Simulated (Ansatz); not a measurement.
## HfZn: the change of pressure and energy above lowest point with volume scale

Results calculated with Ansatz 0.2.0, not measured. Free energy against uniform scaling of the volume at fixed shape and fractions; periodic cell, basis, potentials, k mesh and filling as listed.

The cell before it is scaled or strained (space group Pm-3m, No. 221):
```
HfZn
1.0
      3.2751     0.0000     0.0000
      0.0000     3.2751     0.0000
      0.0000     0.0000     3.2751
Hf Zn
1 1
Direct
  0.50000 0.50000 0.50000
  0.00000 0.00000 0.00000
```

Settings of every row: functional r2SCAN; dispersion none; potentials PAW; wave cutoff 650 eV; density cutoff 2600 eV; k mesh 7x7x7; k shift 0x0x0; occupations gaussian; smearing width 0.15 eV; spin none.

Limits: coarse k mesh, up to 40 meV an atom off; no spin-orbit coupling, which can matter with elements this heavy; the cell comes from a prototype or a list of computed structures and needn't be the stable phase.

| row | volume scale | V (Å³/atom) | pressure (GPa) | energy above lowest point (meV/atom) |
| --- | --- | --- | --- | --- |
| 1 | 0.88 | 15.457 | 21.52 | 129.1 |
| 2 | 0.92 | 16.16 | 12.92 | 54.3 |
| 3 | 0.96 | 16.862 | 5.97 | 13.4 |
| 4 | 1 | 17.565 | 0.33 | 0 |
| 5 | 1.04 | 18.267 | ? | ? |
| 6 | 1.08 | 18.97 | -7.95 | 36 |
| 7 | 1.12 | 19.673 | -10.96 | 77.7 |

Question: what pressure and energy above lowest point should row 5 give?

Worked fit of pressure. Take u = (V_r/V)^(2/3) − 1 with V_r = 17.213 Å³ an atom, which is twice the finite (Eulerian) strain; such expansions in the strain, on which the Birch-Murnaghan equation of state is built, carry the rest volume and the bulk modulus. The shown rows have u = 0.07437, 0.04298, 0.01383, -0.0134, -0.06274, -0.0852. Least squares give pressure = 3.007 + 206.8 × u + 537.1 × u² + 398 × u³ GPa; a parabola predicts inner rows, each left out in turn, worse (root mean square 0.06 against 0.0029 GPa). All shown rows lie on it to the printed digit. The pressure vanishes at u = -0.0151, or V = 17.61 Å³ an atom, and there the bulk modulus at fixed shape and fractions is B = −V dP/dV = (2/3)(1 + u) dP/du = 125 GPa. The withheld row has u = -0.03885, so the fit gives 3.007 + 206.8 × (-0.03885) + 537.1 × (-0.03885)² + 398 × (-0.03885)³ = -4.24 GPa.

The calculation gave -4.25 GPa. The fit lies 0.01 GPa (0.031 % of the column's range) above it, one unit of the last digit.

Worked fit of energy above lowest point. Take u = (V_r/V)^(2/3) − 1 with V_r = 17.213 Å³ an atom, which is twice the finite (Eulerian) strain; such expansions in the strain, on which the Birch-Murnaghan equation of state is built, carry the rest volume and the bulk modulus. The shown rows have u = 0.07437, 0.04298, 0.01383, -0.0134, -0.06274, -0.0852. Least squares give energy above lowest point = 3.65 + 484.7 × u + 16040 × u² + 1714 × u³ meV/atom; a parabola predicts inner rows, each left out in turn, worse (root mean square 0.26 against 0.093 meV/atom). The rows lie off it by 0.0, 0.1, 0.0, 0.0, 0.0, 0.0. Its lowest point lies at u = -0.0151, or V = 17.61 Å³ an atom, and the curvature there gives the bulk modulus at fixed shape and fractions, B = (4/9)(1 + u)² E″(u)/V = 125 GPa. The withheld row has u = -0.03885, so the fit gives 3.65 + 484.7 × (-0.03885) + 16040 × (-0.03885)² + 1714 × (-0.03885)³ = 8.9 meV/atom.

The calculation gave 8.9 meV/atom. The fit meets it to the printed digit.
